Dear colleague,

For $N$ identical planar barriers of transparency $g$, crossed elastically and without phase memory, the zero-frequency Fano factor is
\begin{equation}\label{main}
F_N(g)=\frac13\left[1+\frac{N(1-g)^2(2+g)-g^3}{[g+N(1-g)]^3}\right],
\end{equation}
a result of de Jong and Beenakker (1995). I derive it below, add finite temperature, because your Nb/AlO$_x$ stack has to stay above $T_c$, and then check which premises your sample obeys. One of them it does not obey.

\section*{Conventions and premises}

The noise is the one-sided, symmetrised spectral density at zero frequency, $S=\lim_{t\to\infty}2\,\mathrm{Var}\,Q(t)/t$, with $Q(t)$ the charge transferred in time $t$. Independent electrons give $S=2eI$, and $F=S/2eI$ at $T=0$. I take $e>0$, $\mu_L-\mu_R=eV>0$, count $I$ positive along the electron flow, and write $r=1-g$. Regions are numbered $0,\dots,N$; regions $0$ and $N$ are the electrodes, and barrier $k$ lies between regions $k-1$ and $k$.

\begin{itemize}
\item[P1.] The electrodes are reservoirs with Fermi functions $f_L$, $f_R$ at temperature $T$, held at fixed $V$ by a source of zero impedance.
\item[P2.] The barriers are planar and specular. Each of the $M$ transverse modes and each spin is a separate one-dimensional channel, transmitted with probability $g$, the same for all barriers, modes and energies.
\item[P3.] Crossing a layer, an electron keeps its energy, mode, spin and direction.
\item[P4.] Crossing a layer, it loses its phase, and its arrival time is spread over many wave-packet slots. The two packets that meet at a barrier are then in a state diagonal in their occupation numbers, and the two occupations are independent, up to a correlation that falls as the inverse number of slots over which the spreading occurs.
\item[P5.] Charging energies are negligible. A slow uniform shift of a layer potential changes the density there but not the flux per unit total energy, so screening leaves the balances below untouched.
\end{itemize}

In one channel the states in an energy interval $dE$, narrow on the scale of $f_{L,R}$, can be arranged as orthogonal wave packets that pass a given plane at the rate $dE/h$: the velocity $v$ times the density of states per length $dE/hv$. Each packet, or slot, is empty or singly occupied. If $j$ is the net number of electrons carried per slot and $\sigma^2$ the variance per slot of the long-time total, then with $2M$ channels
\begin{equation}\label{slots}
I=\frac{2eM}{h}\int dE\,\langle j\rangle ,\qquad S=2\,\frac{2e^2M}{h}\int dE\,\sigma^2(E).
\end{equation}

\section*{Step 1: one barrier}

Let $c_a$ annihilate the packet arriving from the left and $c_b$ the one arriving from the right. The packet leaving to the right is $c_+=\tau c_a+\rho c_b$ with $|\tau|^2=g$, $|\rho|^2=r$. Multiplying out,
\begin{equation}\label{out}
n_+=g\,n_a+r\,n_b+\xi ,\qquad \xi=\tau^*\rho\,c_a^\dagger c_b+\tau\rho^*c_b^\dagger c_a .
\end{equation}
Unitarity conserves number, $n_++n_-=n_a+n_b$, so the packet leaving to the left has $n_-=r\,n_a+g\,n_b-\xi$. In $\xi^2$ the terms $(c_a^\dagger c_b)^2$ and $(c_b^\dagger c_a)^2$ vanish by the Pauli principle, and $c_a^\dagger c_bc_b^\dagger c_a=n_a(1-n_b)$. Hence, as an operator identity,
\begin{equation}
\xi^2=gr\,[\,n_a(1-n_b)+n_b(1-n_a)\,].
\end{equation}
Partition noise arises only when exactly one of the two incoming packets is filled. By P4 the incoming state is diagonal in $n_a,n_b$, while $\xi$ has no diagonal elements. So $\xi$ has zero mean whatever the incoming occupations are, which makes it uncorrelated with them and with every earlier $\xi$ at any barrier. With mean occupations $a$ and $b$, independent by P4,
\begin{equation}\label{source}
\langle\xi\rangle=0,\qquad\langle\xi^2\rangle=gr\,[\,a(1-b)+b(1-a)\,].
\end{equation}

\section*{Step 2: the chain}

Let $u_k$ and $v_k$ be the numbers of right- and left-moving electrons per slot in region $k$, collected over a time much longer than the dwell time in the stack. The number stored in a layer stays bounded while the collected totals fluctuate as $\sqrt t$, so by P3 what enters a layer in one direction leaves it in that direction, and one pair $u_k,v_k$ describes the layer. Equation \eqref{out} gives, for $k=1,\dots,N$,
\begin{equation}\label{chain}
u_k=g\,u_{k-1}+r\,v_k+\xi_k ,\qquad v_{k-1}=r\,u_{k-1}+g\,v_k-\xi_k .
\end{equation}
Adding the two shows that $j=u_k-v_k$ is the same in all regions. The second equation gives
\begin{equation}\label{jk}
j=u_{k-1}-v_{k-1}=g\,(u_{k-1}-v_k)+\xi_k .
\end{equation}
Put $v_k=u_k-j$; then $rj=g(u_{k-1}-u_k)+\xi_k$. The sum over $k$ telescopes to $Nrj=g(u_0-u_N)+\sum_k\xi_k$, and $u_N=v_N+j$ yields
\begin{equation}\label{resp}
j=\frac{g}{D}\,(u_0-v_N)+\frac1D\sum_{k=1}^N\xi_k ,\qquad D=g+Nr=1+(N-1)r .
\end{equation}
The right side contains only the fluxes injected by the electrodes and the sources, all mutually uncorrelated. Every barrier enters with the same weight $1/D$, wherever it stands.

\section*{Step 3: mean occupations}

Averaging \eqref{resp} gives $\langle j\rangle=T_N(f_L-f_R)$ with
\begin{equation}
T_N=\frac gD ,\qquad \frac{1-T_N}{T_N}=N\,\frac{1-g}{g},\qquad G=\frac{2e^2}{h}MT_N ,
\end{equation}
the series addition of resistances plus one contact resistance. Take first $T=0$ and an energy inside the bias window, $f_L=1$, $f_R=0$. Let $x_k=\langle u_{k-1}\rangle$ and $y_k=\langle v_k\rangle$ be the occupations incident on barrier $k$. From $r\langle j\rangle=g(\langle u_{k-1}\rangle-\langle u_k\rangle)$ the right-movers lose $r/D$ per barrier, and from \eqref{jk} $x_k-y_k=1/D$. With $x_1=1$ and $D-1=(N-1)r$,
\begin{equation}\label{occ}
x_k=1-\frac{(k-1)r}{D},\qquad y_k=\frac{(N-k)r}{D}.
\end{equation}
The boundary value $y_N=0$ comes out as it must.

\section*{Step 4: summing the sources}

At $T=0$ the injected fluxes are noiseless, and outside the window $a=b=0$ or $1$, so \eqref{source} vanishes there. Inside, \eqref{resp} gives $\sigma^2=(gr/D^2)W$ with $W=\sum_kw_k$ and
\begin{equation}
w_k=x_k(1-y_k)+y_k(1-x_k)=(x_k-y_k)^2+x_k(1-x_k)+y_k(1-y_k).
\end{equation}
As $k$ runs from $1$ to $N$, both $1-x_k$ and $y_k$ run through the values $mr/D$, $m=0,\dots,N-1$. With $\sum m=N(N-1)/2$ and $\sum m^2=(N-1)N(2N-1)/6$,
\begin{equation}
W=\frac{N}{D^2}+\frac{rN(N-1)}{D}-\frac{r^2(N-1)N(2N-1)}{3D^2}.
\end{equation}
From \eqref{slots}, $F=\sigma^2/T_N=rW/D$. Bring $W$ to the denominator $3D^2$ and insert $D=1+(N-1)r$ in the middle term; the $r^2$ terms combine as $(N-1)[3(N-1)-(2N-1)]=(N-1)(N-2)$:
\begin{equation}\label{poly}
F_N=\frac{3Nr+3N(N-1)r^2+N(N-1)(N-2)r^3}{3D^3}.
\end{equation}
To reach \eqref{main}, subtract $g^3=(1-r)^3$ from $D^3=[1+(N-1)r]^3$:
\begin{equation}
D^3-g^3=3Nr+3N(N-2)r^2+N(N^2-3N+3)r^3 .
\end{equation}
Adding $Nr^2(2+g)=3Nr^2-Nr^3$ turns the $r^2$ coefficient into $3N(N-1)$ and the $r^3$ coefficient into $N(N^2-3N+2)=N(N-1)(N-2)$. The numerator of \eqref{poly} is thus $D^3+Nr^2(2+g)-g^3$, which is \eqref{main}.

\section*{Step 5: limits}

For $N=1$, \eqref{poly} gives $F=1-g$, the binomial partition noise. For $N=2$ it gives $F=2r/(1+r)^2=2(1-g)/(2-g)^2$, which tends to $1/2$ for opaque barriers. For small $g$,
\begin{equation}\label{opaque}
F_N=\frac13+\frac{2}{3N^2}+\frac{N-2}{N^3}\,g+O(g^2).
\end{equation}
For $N\to\infty$ at fixed $g<1$, $F-1/3\to(2+g)/[3(1-g)N^2]$. The value $1/3$ is exceeded when $N(1-g)^2(2+g)>g^3$; nearly transparent barriers first approach it from below. For $g\to1$, $N\to\infty$ at fixed $s=Nr$ one gets $F=\frac13[1-(1+s)^{-3}]$, the crossover from a noiseless ballistic channel to the diffusive value. The $1/3$ comes from the partly filled states inside the stack, $2\int_0^1x(1-x)\,dx=1/3$, and needs no phase coherence.

\begin{center}
\begin{tabular}{lccccc}
$N$ & 1 & 2 & 3 & 5 & 10\\ \hline
$g\to0$ & 1.000 & 0.500 & 0.407 & 0.360 & 0.340\\
$g=0.5$ & 0.500 & 0.444 & 0.406 & 0.370 & 0.346\\
$g=0.9$ & 0.100 & 0.165 & 0.209 & 0.262 & 0.312\\
$1/N$ & 1.000 & 0.500 & 0.333 & 0.200 & 0.100
\end{tabular}
\end{center}

If modes are conserved but have different $g_n$, the channels add independently and $F=\sum_nT_N(g_n)F_N(g_n)/\sum_nT_N(g_n)$.

\section*{Step 6: finite temperature}

The mean equations are linear, so $a_k=x_kf_L+(1-x_k)f_R$ and $b_k=y_kf_L+(1-y_k)f_R$. The source is bilinear in $a_k$, $b_k$:
\begin{multline}
a_k(1-b_k)+b_k(1-a_k)=2x_ky_kf_L(1-f_L)+2(1-x_k)(1-y_k)f_R(1-f_R)\\
+w_k\,[f_L(1-f_R)+f_R(1-f_L)].
\end{multline}
Use $\int f(1-f)\,dE=k_BT$ and
\begin{equation}\label{coth}
\int dE\,[f_L(1-f_R)+f_R(1-f_L)]=eV\coth\frac{eV}{2k_BT},
\end{equation}
which follows from $f_L(1-f_R)=(f_L-f_R)/(1-e^{-eV/k_BT})$, its mirror image, and $\int(f_L-f_R)\,dE=eV$. Note also $x_ky_k+(1-x_k)(1-y_k)=1-w_k$. The electrodes inject independent packets of variance $f(1-f)$, weighted by $T_N^2$ in \eqref{resp}. Together,
\begin{equation}
\int\sigma^2dE=2k_BT\left[T_N^2+\frac{grN}{D^2}\right]+\frac{grW}{D^2}\left[eV\coth\frac{eV}{2k_BT}-2k_BT\right].
\end{equation}
The first bracket is $g(g+Nr)/D^2=T_N$, and $grW/D^2=F_NT_N$. Therefore
\begin{equation}\label{finiteT}
S=4k_BTG\,(1-F_N)+2eIF_N\coth\frac{eV}{2k_BT},
\end{equation}
which reduces to $4k_BTG$ at $V\to0$ and has the slope $2eF_N$ against $I$ for $eV\gg k_BT$.

\section*{Step 7: layers that mix the modes}

Sputtered Nb layers scatter elastically, so P2 and P3 need a test. Take the opposite extreme: layer $k$ has one occupation $f_k(E)$ for all modes and directions, slowly fluctuating, and negligible resistance. Barrier $k$ has channels $g_n$, conductance $G_k=1/R_k=(2e^2/h)\sum_ng_n$ and $\beta_k=\sum g_n^2/\sum g_n$. At fixed $a=f_{k-1}$, $b=f_k$, the net transfer $g(n_a-n_b)+\xi$ in one channel has the variance
\begin{equation}
g^2[a(1-a)+b(1-b)]+gr\,w=g\,w-g^2(a-b)^2,\qquad w=a(1-b)+b(1-a).
\end{equation}
The barrier current is $I_k=(G_k/e)\int(f_{k-1}-f_k)\,dE+\delta I_k$, and the sources $\delta I_k$ are independent with
\begin{equation}\label{Sk}
S_k=2G_k\int dE\,[\,w-\beta_k(a-b)^2\,].
\end{equation}
Charge conservation makes all $I_k$ equal. Multiply by $R_k$ and sum; the layer occupations cancel and
\begin{equation}\label{series}
S=\sum_kp_k^2S_k ,\qquad p_k=R_k\Big/\sum_lR_l .
\end{equation}
This step used no energy conservation. For elastic transport at $T=0$ the occupation in the window falls from $1$ to $0$ in steps $a-b=p_k$. Since $p_kG_k=G$, $F=\sum_kp_k[(1-\beta_k)p_k^2+a(1-a)+b(1-b)]$. For the parabola $x(1-x)$ the trapezoid rule on a step of width $p$ falls short of the integral by exactly $p^3/6$, so $\sum_kp_k[a(1-a)+b(1-b)]=\frac13-\frac13\sum_kp_k^3$, and
\begin{equation}\label{iso}
F=\frac13+\sum_kp_k^3\left(\frac23-\beta_k\right).
\end{equation}
Equal barriers give $F=\frac13+(2-3\beta)/3N^2$. For $g\ll1$ this coincides with \eqref{opaque} at zeroth order; the first-order terms differ, $-g/N^2$ against $+(N-2)g/N^3$. So the opaque limit of \eqref{main} does not depend on specularity, while its dependence on $g$ does. A spread of barrier resistances of relative rms size $\delta$ raises $F$ by $2\delta^2/N^2$ to leading order. The bilinear argument of Step 6 carries over, so \eqref{finiteT} holds with this $F$.

If instead every layer is relaxed to a Fermi function at the bath temperature, equal opaque barriers each drop $V/N$. Equations \eqref{Sk} and \eqref{coth} give $S_k=2eI\coth(eV/2Nk_BT)$, and \eqref{series} gives
\begin{equation}\label{relaxed}
S_{\rm rel}=\frac{2eI}{N}\coth\frac{eV}{2Nk_BT},
\end{equation}
that is $F=1/N$, the last row of the table. Two barriers cannot tell the regimes apart by their slope; five can.

\section*{Range of validity}

(i) Frequencies far below the inverse dwell and $RC$ times, and voltage bias.

(ii) Incoherence. For $N=2$ it can be replaced by a phase average. The coherent transmission $g^2/(1+r^2-2r\cos\phi)$, with $\phi$ uniform, has mean $g/(1+r)$ and mean square $g(1+r^2)/(1+r)^3$, so $\langle T(1-T)\rangle/\langle T\rangle=2r/(1+r)^2$, as in Step 5. For $N=3$ with conserved modes it cannot: averaging over the second phase gives $gT/(g+rT)$ with $T$ the coherent two-barrier value, a concave function, whose average over the first phase lies below $T_3$. The energy broadening caused by dephasing must stay small against the larger of $eV$ and $k_BT$.

(iii) No Coulomb blockade: charging energy far below $k_BT$, or barrier resistance far below $h/e^2$.

(iv) Equal, energy-independent transparencies; \eqref{iso} gives the cost of a spread when $g\ll1$.

(v) For finite $g$, specular barriers and ballistic layers; for $g\ll1$ this is dispensable.

(vi) Normal state, without Andreev processes.

(vii) Elasticity: the time spent in the stack must be short against the energy-relaxation time. A layer of thickness $d$, area $A$ and density of states $\nu$ (both spins) with excess chemical potential $\delta\mu$ holds $\nu Ad\,\delta\mu$ extra electrons; if each leaves through one barrier at the rate $\Gamma$, then $e\Gamma\nu Ad\,\delta\mu=\delta\mu/eR_k$. With two exits the dwell time is
\begin{equation}\label{dwell}
\tau_d=\tfrac12e^2\nu d\,R_kA .
\end{equation}
Crossing the stack is a random walk among layers, so $\tau_d\ll\tau_{\rm in}$ is necessary and $N^2\tau_d\ll\tau_{\rm in}$ is sufficient.

\section*{Illustration: five Nb/AlO$_x$ barriers at 10 K}

The inputs are illustrative or typical: $N=5$, $A=1\ \mu$m$^2$, $R_kA=20\ \Omega\,\mu$m$^2$, inner layers $d=10$ nm treated as pure Nb, $T=10$ K (bulk $T_c$ is approximately 9.2 K), so $k_BT=0.862$ meV, and $V=20$ mV.

\emph{Transparency.} With an approximate $k_F=1.2$ \AA$^{-1}$, $M=k_F^2A/4\pi=1.15\times10^7$ and $g=h/(2e^2MR_k)=5.6\times10^{-5}$. The barriers are opaque and $F_5=0.360$. The first-order terms are $+1.3\times10^{-6}$ for specular and $-2.2\times10^{-6}$ for mixing layers. If thin spots in the oxide gave $\beta=0.1$, \eqref{iso} would lower $F$ by $0.004$.

\emph{Neglected terms.} A layer resistivity of typically $10\ \mu\Omega$\,cm adds $1\times10^{-3}\ \Omega\,\mu$m$^2$ per layer. A typical $C=60$ fF per junction gives the layer a charging energy $e^2/4C=0.67\ \mu$eV, and $20\ \Omega$ is far below $h/e^2=25.8$ k$\Omega$. For a barrier height $\Phi$ of approximately 1.5 eV, $\ln g\propto-\sqrt{\Phi-E}$ makes $g$ vary by $|\ln g|\,eV/2\Phi=0.07$ across the bias window; taking even this full range as $\delta$ shifts $F$ by only $4\times10^{-4}$.

\emph{Elastic model.} The stack has $100\ \Omega$ and carries $200\ \mu$A, so $2eI=6.41\times10^{-23}$ A$^2$/Hz and $4k_BTG=0.552\times10^{-23}$ A$^2$/Hz. With $eV/2k_BT=11.6$ the coth is unity, and \eqref{finiteT} gives the model's value
\begin{equation}
S_{\rm el}=2.66\times10^{-23}\ \mathrm{A^2/Hz}=0.415\times2eI ,\qquad\sqrt{S_{\rm el}}=5.16\ \mathrm{pA/\sqrt{Hz}} .
\end{equation}
The ratio $S/2eI$ exceeds $F$ through the thermal term, so take $F$ from the slope.

\emph{Test of elasticity.} With a lattice constant of approximately 3.30 \AA, two atoms per cell and mass 92.91 u, $n=5.57\times10^{28}$ m$^{-3}$ and $\rho_m=8.59\times10^3$ kg/m$^3$. A typical band density of states of 1.5 states per eV and atom in \eqref{dwell} gives $\tau_d=1.3$ ns. For the phonon scale I use the room-temperature elastic constants compiled by Blaschke, $C_{11}=246.5$, $C_{12}=134.5$, $C_{44}=28.73$ GPa, and ignore their change on cooling. The bulk modulus is $B=(C_{11}+2C_{12})/3=171.8$ GPa. The mean of the Voigt and Reuss shear moduli, $(C'+3C_{44})/5$ and $5C'C_{44}/(4C_{44}+3C')$ with $C'=C_{11}-C_{12}$, is $\mu=37.66$ GPa. Then $v_t=\sqrt{\mu/\rho_m}=2.09$ km/s, $v_l=\sqrt{(B+4\mu/3)/\rho_m}=5.08$ km/s, and $3/v_m^3=2/v_t^3+1/v_l^3$ gives $v_m=2.37$ km/s. With $k_D=(6\pi^2n)^{1/3}=1.49$ \AA$^{-1}$ the Debye energy is $\Omega_D=\hbar v_mk_D=23$ meV.

The golden rule for emission and absorption of a phonon of energy $\Omega$ relaxes a small excess occupation at energy $\epsilon$ from the Fermi level at the rate
\begin{equation}
\frac1{\tau(\epsilon)}=\frac{2\pi}{\hbar}\int d\Omega\,\alpha^2F(\Omega)\,[\,2n_B(\Omega)+f(\Omega+\epsilon)+f(\Omega-\epsilon)\,],
\end{equation}
where $\alpha^2F$ is the electron-phonon spectral function and $n_B$ the Bose function. The bracket grows with $|\epsilon|$, so $\epsilon=0$ is the slowest case, and there it equals $2/\sinh(\Omega/k_BT)$. I take the Debye form $\alpha^2F=\lambda\Omega^2/\Omega_D^2$, normalised so that $2\int\alpha^2F\,d\Omega/\Omega=\lambda$, with $\lambda$ approximately 1. Since $\Omega_D/k_BT=27$, the integral may run to infinity, and $\int_0^\infty2x^2dx/\sinh x=7\zeta(3)$ gives
\begin{equation}
\frac1{\tau(0)}=\frac{14\pi\zeta(3)\lambda\,(k_BT)^3}{\hbar\,\Omega_D^2},\qquad\tau(0)=10\ \mathrm{ps}.
\end{equation}
Each such event exchanges a few $k_BT$, comparable to the 4 meV step per barrier, so it relaxes energy. Both times are bare values; mass renormalisation multiplies both by $1+\lambda$ and cancels in the ratio $\tau_d/\tau(0)\approx130$. The Debye form is crude, but a tenfold change of the rate would leave the ratio far above one. Lowering the bias does not help, since $\tau(0)$ is set by the temperature that the normal state requires. Merely to reach $\tau_d=\tau(0)$ at this thickness would take $R_kA=0.15\ \Omega\,\mu$m$^2$, or $g=7\times10^{-3}$.

\emph{Consequence.} Premise P3 fails for these inputs, and the neglected relaxation is as large as the effect itself. The relaxed model \eqref{relaxed}, with $eV/2Nk_BT=2.32$ and a coth of $1.02$, gives $S_{\rm rel}=1.31\times10^{-23}$ A$^2$/Hz, or $0.204\times2eI$. The $4\ \mu$W dissipated will warm the electrons somewhat; raising their temperature everywhere by 1 K increases $S_{\rm rel}$ by $1.0$ per cent. Both densities are numbers of models with assumed inputs. As typical behaviour, not as a measurement, an oxide-barrier Nb stack above $T_c$ has its inner layers thermalised and should lie near the relaxed value, so the elastic figure overshoots by a factor of about $2.0$. A slope $dS/d(2eI)$ near $0.200$ means thermalised layers, and a slope near $0.360$ means that the electrons cross the five barriers without losing energy, the regime in which \eqref{main} applies.